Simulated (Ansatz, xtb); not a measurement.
## Two isomers of C6H11P

Structure X: `CC1=CP(C)CC1`, a singlet. Structure Y: `CCC1=CPCC1`, a singlet. Both are isolated molecules in the gas phase, relaxed with PBE0-D3(BJ)/def2-SVP; each stands in its lowest conformer found.

**Question.** Estimate E(Y) − E(X) at the level CCSD(T)/def2-SVP + ΔMP2/def2-TZVPP.

**Answer.** Calculated at CCSD(T)/def2-SVP + ΔMP2/def2-TZVPP: E(Y) − E(X) = +0.233 eV, so structure X lies lower.

How the difference moves with the method:

```csv
level,geometry,E(Y) − E(X) (eV),departure from the last row (eV),"job, with rough time for the two"
GFN2-xTB,GFN2-xTB,+0.047,−0.186,"optimisation, 0.15 s"
HF/STO-3G,GFN2-xTB,+0.316,+0.083,"single point, 0.48 s"
r2SCAN-D4/def2-SVP,GFN2-xTB,+0.216,−0.017,"single point, 4.5 s"
PBE0-D3(BJ)/def2-SVP,PBE0-D3(BJ)/def2-SVP,+0.193,−0.040,"optimisation, 50 s"
HF/def2-SVP,PBE0-D3(BJ)/def2-SVP,+0.134,−0.099,part of the CCSD(T) run
MP2/def2-SVP,PBE0-D3(BJ)/def2-SVP,+0.141,−0.092,part of the CCSD(T) run
CCSD(T)/def2-SVP,PBE0-D3(BJ)/def2-SVP,+0.107,−0.125,single point
CCSD(T)/def2-SVP + ΔMP2/def2-TZVPP,PBE0-D3(BJ)/def2-SVP,+0.233,,"single point, 1.7 min"
```

As drawn, Y has 1 C–C, 1 P–H in place of 1 C–P, 1 C–H.

None of the levels shown reverses the order. The largest departure from CCSD(T)/def2-SVP + ΔMP2/def2-TZVPP is that of GFN2-xTB, 0.186 eV. The last row adds to CCSD(T) the change of the MP2 difference between the two basis sets, here +0.125 eV.

With thermal terms from frequencies at re-optimised GFN2-xTB minima (ideal gas, soft modes damped towards free rotors, one conformer each, 298.15 K, 1 atm): on the last row, ΔE + ΔZPE = +0.233, ΔH = +0.219, ΔG = +0.239 eV.

The correlated steps freeze 11 core orbitals. Codes used: Ansatz 0.2.0, xtb 6.7.1; the last row on 4 threads of Arm Neoverse V1 on a shared host.

The 1,3-dimethyl-2-phospholene X lies below the 3-ethyl isomer Y, a secondary phosphine. Both keep the same five-membered ring and a similarly substituted C=C bond, so ring strain and conjugation should largely cancel. What remains is the exchange of a C–P and a C–H bond for a C–C and a P–H bond. The strong C–H bond in X probably more than offsets the weakness of C–P relative to C–C, whereas Y has to place a hydrogen on phosphorus, where it is bound less strongly.

In the small basis, HF, MP2 and CCSD(T) lie close together, while the basis correction of +0.125 eV exceeds the CCSD(T) difference it is added to. The size of the gap therefore depends more on the basis than on the treatment of correlation, probably because polarisation around phosphorus is poorly described in the small set. The closeness of the two density functionals to the final value may partly reflect error cancellation. Thermal terms barely alter the preference, which is thus essentially energetic, but it says nothing about how readily the isomers interconvert.
